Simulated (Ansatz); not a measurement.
## Sr: the change of energy above lowest point and pressure with volume scale

All results are calculated (Ansatz 0.2.0). Free energy against uniform scaling of the volume at fixed shape and fractions; periodic cell, basis, potentials, k mesh and filling as listed.

The cell before it is scaled or strained (space group Im-3m, No. 229):
```
cell vectors (Å)
  -2.4350     2.4350     2.4350
   2.4350    -2.4350     2.4350
   2.4350     2.4350    -2.4350
atoms (fractions of the cell vectors)
Sr  0.00000  0.00000  0.00000
```

Settings of every row: functional PBEsol; dispersion none; potentials PAW; wave cutoff 435.38 eV; density cutoff 1741.5 eV; k mesh 7x7x7; k shift 0x0x0; occupations fermi dirac; smearing width 0.05 eV; spin none.

Limits: coarse k mesh, up to 40 meV an atom off; minimum outside the range; the cell was measured well above room temperature.

```
row  volume scale  V (Å³/atom)  energy above lowest point (meV/atom)  pressure (GPa)
  1          0.94       54.286                                     0           -0.71
  2          0.96       55.441                                   5.9           -0.91
  3          0.98       56.596                                  13.1           -1.08
  4             1       57.751                                  21.4           -1.24
  5          1.02       58.906                                  30.9           -1.37
  6          1.04       60.061                                     ?               ?
  7          1.06       61.216                                  52.4           -1.61
```

Question: what energy above lowest point and pressure should row 6 give?

Worked fit of energy above lowest point. Take u = (V_r/V)^(2/3) − 1 with V_r = 57.173 Å³ an atom, which is twice the finite (Eulerian) strain; such expansions in the strain, on which the Birch-Murnaghan equation of state is built, carry the rest volume and the bulk modulus. The shown rows have u = 0.03515, 0.02072, 0.00679, -0.00668, -0.01971, -0.04453. Least squares give energy above lowest point = 17.13 − 621.7 × u + 3830 × u² meV/atom; a straight line predicts inner rows, each left out in turn, worse (root mean square 2.4 against 0.048 meV/atom). The rows lie off it by 0.0, 0.0, 0.0, -0.1, 0.0, 0.0. The withheld row has u = -0.03232, so the fit gives 17.13 − 621.7 × (-0.03232) + 3830 × (-0.03232)² = 41.2 meV/atom.

The calculation gave 41.2 meV/atom. The fit meets it to the printed digit.

Worked fit of pressure. Take u = (V_r/V)^(2/3) − 1 with V_r = 57.173 Å³ an atom, which is twice the finite (Eulerian) strain; such expansions in the strain, on which the Birch-Murnaghan equation of state is built, carry the rest volume and the bulk modulus. The shown rows have u = 0.03515, 0.02072, 0.00679, -0.00668, -0.01971, -0.04453. Least squares give pressure = −1.161 + 11.57 × u + 34.1 × u² GPa; a straight line predicts inner rows, each left out in turn, worse (root mean square 0.021 against 0.0055 GPa). The rows lie off it by 0.00, 0.00, 0.00, 0.00, 0.01, 0.00. The withheld row has u = -0.03232, so the fit gives −1.161 + 11.57 × (-0.03232) + 34.1 × (-0.03232)² = -1.50 GPa.

The calculation gave -1.5 GPa. The fit meets it to the printed digit.
